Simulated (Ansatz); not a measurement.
## Electron–phonon coupling and T_c of IrRu (computed with Ansatz 0.2.0)

Space group R-3m (No. 166), 2 atoms in the cell of the first input below: a = 4.651 Å, b = 4.651 Å, c = 4.651 Å, α = 33.55°, β = 33.55°, γ = 33.55°.

The structure comes from the Materials Project database of computed cells (whether it is a measured phase wasn't checked), relaxed without spin–orbit coupling to zero pressure (pressure 0.0 GPa with this functional, without spin–orbit coupling). Functional: PBEsol.

Input:

```yaml
crystal:
  lattice:
    - [1.3424761999, 0.7750789954, 4.3848697723]
    - [-1.3424761999, 0.7750789954, 4.3848697723]
    - [0.0, -1.5501579908, 4.3848697723]
  atoms:
    - { symbol: Ir, position: [0.0, 0.0, 0.0] }
    - { symbol: Ru, position: [0.5, 0.5, 0.5] }
basis:
  ecutwfc: 420
  ecutrho_ratio: 4
kpoints:
  mp_grid: { grid: [14, 14, 14] }
hamiltonian:
  xc: pbesol
scf:
  occupations: { method: methfessel_paxton, width: 0.2 }
output: {}
phonons:
  supercell: [2, 2, 2]
  qpath:
    path:
      - [[0.0, 0.0, 0.0], [0.5, 0.5, 0.5], [0.81250343, 0.18749657, 0.5]]
      - [[0.5, -0.18749657, 0.18749657], [0.5, 0.0, 0.0], [0.0, 0.0, 0.0], [0.34374829, -0.34374829, 0.0]]
      - [[0.65625171, 0.0, 0.34374829], [0.5, 0.0, 0.5], [0.0, 0.0, 0.0]]
    npoints: 6
  electrical_resistivity: { mesh: [28, 28, 28], temperatures: [50, 100, 200, 300, 500] }
  superconductivity: { mesh: [28, 28, 28], eliashberg_equations: false }
```

```bash
ansatz run input.yaml --threads 8 --pin off --max-ram 15360MiB --backend cpu --events-out ev --progress --plain --runs-dir out
```

Time: 43 min on 8 threads of Intel(R) Xeon(R) Processor @ 2.50GHz (Skylake/Cascade Lake), on a shared host, peak memory 11 GiB.

On the finest mesh λ = 0.5492, ω_log = 20.079 meV, N(E_F) = 0.902 states per eV, spin and cell. λ by mesh: 28×28×28 0.549, 14×14×14 0.541, 7×7×7 0.541.

Problem. What T_c does McMillan's formula in the Allen–Dynes form give for μ* = 0.10?

Solution. T_c = (ω_log/1.2) exp[−1.04(1+λ)/(λ − μ*(1+0.62λ))] = (233.01 K/1.2) × exp(−1.6112/0.4151) = 4.00 K (the run, unrounded: 4.01 K). By mesh, finest first, the same formula gives 4.01, 3.79, 3.80 K.

```
  μ*  McMillan (K)  Allen–Dynes with strong-coupling factors (K)
0.08          5.07                                          5.19
0.10          4.01                                          4.10
0.12          3.06                                          3.13
0.13          2.64                                          2.69
0.14          2.25                                          2.30
0.16          1.58                                          1.60
0.20          0.63                                          0.64
```

Caveats: no spin-orbit coupling, which matters for these elements; small supercell, couplings not converged in it; with so small a supercell and a typed μ*, T_c can miss a measured one by a factor of two or more.

The numbers describe a phonon-mediated superconductor of weak to intermediate coupling, which is why the strong-coupling factors barely change T_c. The choice of μ* matters far more: T_c falls from 5.07 to 0.63 K across the McMillan column, because the Coulomb term cancels a growing part of a modest λ inside an exponential. The change between q meshes is small beside this, although the agreement of the two coarser meshes doesn't carry over to the finest.

Partly filled, strongly bonding d states give stiff lattices in both parent metals, and probably here too. That keeps ω_log fairly high for such heavy atoms but also limits λ, since stiff bonds respond weakly to the electrons.

Elemental Ru and Ir superconduct only well below 1 K, so the 4.01 K at μ* = 0.10 looks high for a close neighbour of both. An overestimated λ is the likely cause, and the result doesn't support a real enhancement of T_c by ordering the two metals.
